**PbS along the bond: pairing, gap, bond order and dipole**

The table holds energy, dipole, Löwdin charge, level gap and Mayer bond order of PbS at twelve bond lengths, from one closed-shell PBE/def2-SVP determinant with a core potential on Pb and no spin-orbit coupling. The program tests a Morse curve built from the constants of the same calculation, an exponential gap fitted from 2.243 Å on, the unfitted bond order $12p(1-p)$ with $p=(2-q)/6$, and a dipole $Qr-B/r^2$ fitted up to 2.474 Å. The exponential meets the fitted gaps within 0.02 eV and overshoots the three shortest rows, where the highest filled level changes slope. The counting formula follows the Mayer order within 0.04 with Mulliken charges and within 0.21 with Löwdin charges. At 3.584 Å the energy lies 0.292 eV above the Morse curve and the magnitude of the dipole 1.62 D below the fixed-charge model.

Closed-shell singlet PbS with its orbital occupation held fixed, computed with PySCF 2.14.0 at the UKS PBE/def2-SVP level, with a 60-electron scalar-relativistic core potential on Pb and no spin-orbit coupling. Energies are relative to the separated high-spin atoms, and the dipole is positive where Pb is negative. The gap is between the HOMO and the LUMO.

## The fit in Python

```python
# Table: PbS against bond length, PySCF UKS PBE/def2-SVP with ECP, one closed-shell determinant, no spin-orbit.
# Tested: Morse curve (no fit), exponential gap, Mayer order 12p(1-p) from p-electron counting, dipole Qr - B/r^2.
T = {
    'r': [1.988, 2.081, 2.173, 2.243, 2.312, 2.381, 2.474, 2.589, 2.728, 2.913, 3.191, 3.584],  # Å
    'e': [-3.091, -4.052, -4.607, -4.826, -4.917, -4.911, -4.79, -4.516, -4.082, -3.434, -2.483, -1.363],  # eV
    'dipole': [-1.93, -2.41, -2.85, -3.16, -3.45, -3.72, -4.04, -4.38, -4.74, -5.12, -5.55, -6.01],  # D
    'q': [0.04, 0.06, 0.09, 0.11, 0.13, 0.15, 0.17, 0.19, 0.21, 0.23, 0.25, 0.26],  # e
    'gap': [3.55, 3.5, 3.41, 3.22, 2.95, 2.69, 2.39, 2.04, 1.69, 1.31, 0.89, 0.52],  # eV
    'mayer': [2.45, 2.42, 2.4, 2.39, 2.38, 2.38, 2.38, 2.38, 2.39, 2.4, 2.41, 2.43],
}
import numpy as np
from scipy import constants as C
from scipy.optimize import curve_fit
r, e, mu, qL, gap, M = (np.array(T[k], float) for k in ("r", "e", "dipole", "q", "gap", "mayer"))
# further outputs of the same runs (typed): Mulliken charge, HOMO, LUMO, fitted constants, Pb weights at 2.312 A
qM = np.array([.25651, .27586, .29437, .30632, .31613, .32353, .33028, .33376, .33259, .32534, .30962, .29098])
ho = -np.array([5.9367, 6.0591, 6.1338, 6.0674, 5.9120, 5.7704, 5.6027, 5.4233, 5.2473, 5.0675, 4.8835, 4.7343])
lu = -np.array([2.3864, 2.5583, 2.7254, 2.8465, 2.9635, 3.0758, 3.2172, 3.3807, 3.5564, 3.7566, 3.9913, 4.2172])
re, De, kf, a1 = 2.340828, 4.925317, 2.904609, -3.05008
ps, pp, s7, s8 = 0.39452, 0.25134, 0.25289, 0.7316
k = kf * 100 * 1e-20 / C.e
D = C.e * 1e-10 * C.c / 1e-21
kc = C.e / (4 * np.pi * C.epsilon_0 * 1e-10)
Eh = C.physical_constants["Hartree energy in eV"][0]
a0 = C.physical_constants["Bohr radius"][0] * 1e10
a = np.sqrt(k / (2 * De))
mor = De * ((1 - np.exp(-a * (r - re)))**2 - 1)
f = lambda x, A, b: A * np.exp(-b * (x - re))
g = r > 2.2
(A, b), _ = curve_fit(f, r[g], gap[g], p0=[2.8, 1.3])
gm, mid = f(r, A, b), (ho + lu) / 2
print("rounding of table: energy 0.0005 eV; gap, dipole, charge, Mayer 0.005")
print(f"Morse without fit: re {re:.3f} A, De {De:.2f} eV, k {k:.2f} eV/A^2, a {a:.3f} 1/A")
print(f"cubic term: Morse {-a*re:.2f}, run {a1:.2f}; depth implied by k and cubic term {k/(2*(a1/re)**2):.2f} eV")
print(f"gap = A exp(-b(r-re)), fitted from 2.243 A on: A {A:.2f} eV, b {b:.2f} 1/A")
print(f"decay constant sqrt(2|e|) at mean midpoint {mid[g].mean():.2f} eV: {np.sqrt(-2*mid[g].mean()/Eh)/a0:.2f} 1/A")
print("r/A    E/eV   Morse  E-Morse  gap/eV model gap-model midpoint (* not fitted)")
for i in range(len(r)):
    print(f"{r[i]:.3f} {e[i]:6.3f} {mor[i]:6.3f} {e[i]-mor[i]:+6.3f}  {gap[i]:5.2f} {gm[i]:5.2f} {gap[i]-gm[i]:+5.2f} {mid[i]:6.2f} {'' if g[i] else '*'}")
sl = lambda y: np.diff(y) / np.diff(r)
fm = lambda y: " ".join(f"{v:+.2f}" for v in y)
print("gap slopes, eV/A:", fm(sl(gap)))
print("HOMO slopes, eV/A:", fm(sl(ho)))
s1, s2 = sl(ho)[1], sl(ho)[3]
print(f"straight HOMO branches cross near {(ho[3]-ho[2]-s2*r[3]+s1*r[2])/(s1-s2):.2f} A; midpoint spread of fitted rows {np.ptp(mid[g]):.2f} eV")
print(f"pi offset (1-2p)*gap at 2.312 A: {(1-2*pp)*gap[4]:.2f} eV; gap at last row {gap[-1]:.2f} eV")
bo = lambda q: 12 * ((2 - q) / 6) * (1 - (2 - q) / 6)
m, h = -mu / D, r < 2.5
Q, B = np.linalg.lstsq(np.c_[r[h], -r[h]**-2.0], m[h], rcond=None)[0]
dm = D * (Q * r - B / r**2)
print(f"|dipole| = Qr - B/r^2, fitted to 2.474 A: Q {Q:.2f} e, B {B:.2f} e A^3")
print("r/A  dip/r qLow qMul (e) | |dip|-model/D | Mayer, 12p(1-p) Mul, Low, Mayer-Mul")
for i in range(len(r)):
    print(f"{r[i]:.3f} {m[i]/r[i]:.3f} {qL[i]:.2f} {qM[i]:.3f} | {-mu[i]-dm[i]:+.2f}{' ' if h[i] else '*'} | {M[i]:.2f} {bo(qM[i]):.2f} {bo(qL[i]):.2f} {M[i]-bo(qM[i]):+.2f}")
print("slope of |dipole|, e:", fm(sl(m)))
print(f"worst Mayer misfit: Mulliken {abs(M-bo(qM)).max():.2f}, Loewdin {abs(M-bo(qL)).max():.2f}; neutral atoms give {bo(0):.2f}")
w = np.array([ps, pp, pp])
print(f"2.312 A: 4p(1-p) sigma {4*ps*(1-ps):.2f}, each pi {4*pp*(1-pp):.2f}, sum {(4*w*(1-w)).sum():.2f}, table {M[4]:.2f}")
print(f"2.312 A: unequal weights cost {4*((w-w.mean())**2).sum():.3f}; Pb charge from weights {4-2*(w.sum()+s7+s8):.2f} e")
print(f"2.312 to 3.584 A: binding kept {100*e[-1]/e[4]:.0f} %, gap kept {100*gap[-1]/gap[4]:.0f} %, Mayer change {100*(M[-1]/M[4]-1):+.0f} %")
# rough recalled values, eV: electronegativity Pb 3.9, S 6.2; hardness (I - A) Pb 7.1, S 8.3
print("charge equalisation, rough recalled inputs, last three rows, e:", fm((6.2-3.9)/(7.1+8.3-2*kc/r[-3:])))
assert (mu < 0).all() and 0 < np.argmax(m / r) < len(r) - 1
assert np.ptp(M) < 0.1 and e[-1] / e.min() < 0.35
assert np.argmin(ho) == 2 and abs(gap - gm)[g].max() < 0.06 and gap[0] < gm[0] - 0.5
assert gap[-1] < (1 - 2 * pp) * gap[4]
```

Printed output:

```
rounding of table: energy 0.0005 eV; gap, dipole, charge, Mayer 0.005
Morse without fit: re 2.341 A, De 4.93 eV, k 18.13 eV/A^2, a 1.357 1/A
cubic term: Morse -3.18, run -3.05; depth implied by k and cubic term 5.34 eV
gap = A exp(-b(r-re)), fitted from 2.243 A on: A 2.84 eV, b 1.35 1/A
decay constant sqrt(2|e|) at mean midpoint -4.43 eV: 1.08 1/A
r/A    E/eV   Morse  E-Morse  gap/eV model gap-model midpoint (* not fitted)
1.988 -3.091 -3.069 -0.022   3.55  4.56 -1.01  -4.16 *
2.081 -4.052 -4.046 -0.006   3.50  4.03 -0.53  -4.31 *
2.173 -4.607 -4.603 -0.004   3.41  3.56 -0.15  -4.43 *
2.243 -4.826 -4.826 +0.000   3.22  3.24 -0.02  -4.46 
2.312 -4.917 -4.917 +0.000   2.95  2.95 +0.00  -4.44 
2.381 -4.911 -4.911 +0.000   2.69  2.69 +0.00  -4.42 
2.474 -4.790 -4.791 +0.001   2.39  2.37 +0.02  -4.41 
2.589 -4.516 -4.523 +0.007   2.04  2.03 +0.01  -4.40 
2.728 -4.082 -4.103 +0.021   1.69  1.68 +0.01  -4.40 
2.913 -3.434 -3.490 +0.056   1.31  1.31 -0.00  -4.41 
3.191 -2.483 -2.618 +0.135   0.89  0.90 -0.01  -4.44 
3.584 -1.363 -1.655 +0.292   0.52  0.53 -0.01  -4.48 
gap slopes, eV/A: -0.54 -0.98 -2.71 -3.91 -3.77 -3.23 -3.04 -2.52 -2.05 -1.51 -0.94
HOMO slopes, eV/A: -1.32 -0.81 +0.95 +2.25 +2.05 +1.80 +1.56 +1.27 +0.97 +0.66 +0.38
straight HOMO branches cross near 2.20 A; midpoint spread of fitted rows 0.07 eV
pi offset (1-2p)*gap at 2.312 A: 1.47 eV; gap at last row 0.52 eV
|dipole| = Qr - B/r^2, fitted to 2.474 A: Q 0.49 e, B 2.26 e A^3
r/A  dip/r qLow qMul (e) | |dip|-model/D | Mayer, 12p(1-p) Mul, Low, Mayer-Mul
1.988 0.202 0.04 0.257 | -0.02  | 2.45 2.47 2.64 -0.02
2.081 0.241 0.06 0.276 | -0.00  | 2.42 2.46 2.63 -0.04
2.173 0.273 0.09 0.294 | +0.01  | 2.40 2.44 2.60 -0.04
2.243 0.293 0.11 0.306 | +0.02  | 2.39 2.43 2.59 -0.04
2.312 0.311 0.13 0.316 | +0.02  | 2.38 2.42 2.57 -0.04
2.381 0.325 0.15 0.324 | +0.01  | 2.38 2.42 2.56 -0.04
2.474 0.340 0.17 0.330 | -0.03  | 2.38 2.41 2.54 -0.03
2.589 0.352 0.19 0.334 | -0.12* | 2.38 2.41 2.53 -0.03
2.728 0.362 0.21 0.333 | -0.25* | 2.39 2.41 2.51 -0.02
2.913 0.366 0.23 0.325 | -0.49* | 2.40 2.41 2.50 -0.01
3.191 0.362 0.25 0.310 | -0.93* | 2.41 2.43 2.48 -0.02
3.584 0.349 0.26 0.291 | -1.62* | 2.43 2.44 2.47 -0.01
slope of |dipole|, e: +1.07 +1.00 +0.92 +0.88 +0.81 +0.72 +0.62 +0.54 +0.43 +0.32 +0.24
worst Mayer misfit: Mulliken 0.04, Loewdin 0.21; neutral atoms give 2.67
2.312 A: 4p(1-p) sigma 0.96, each pi 0.75, sum 2.46, table 2.38
2.312 A: unequal weights cost 0.055; Pb charge from weights 0.24 e
2.312 to 3.584 A: binding kept 28 %, gap kept 18 %, Mayer change +2 %
charge equalisation, rough recalled inputs, last three rows, e: +0.42 +0.36 +0.31
```
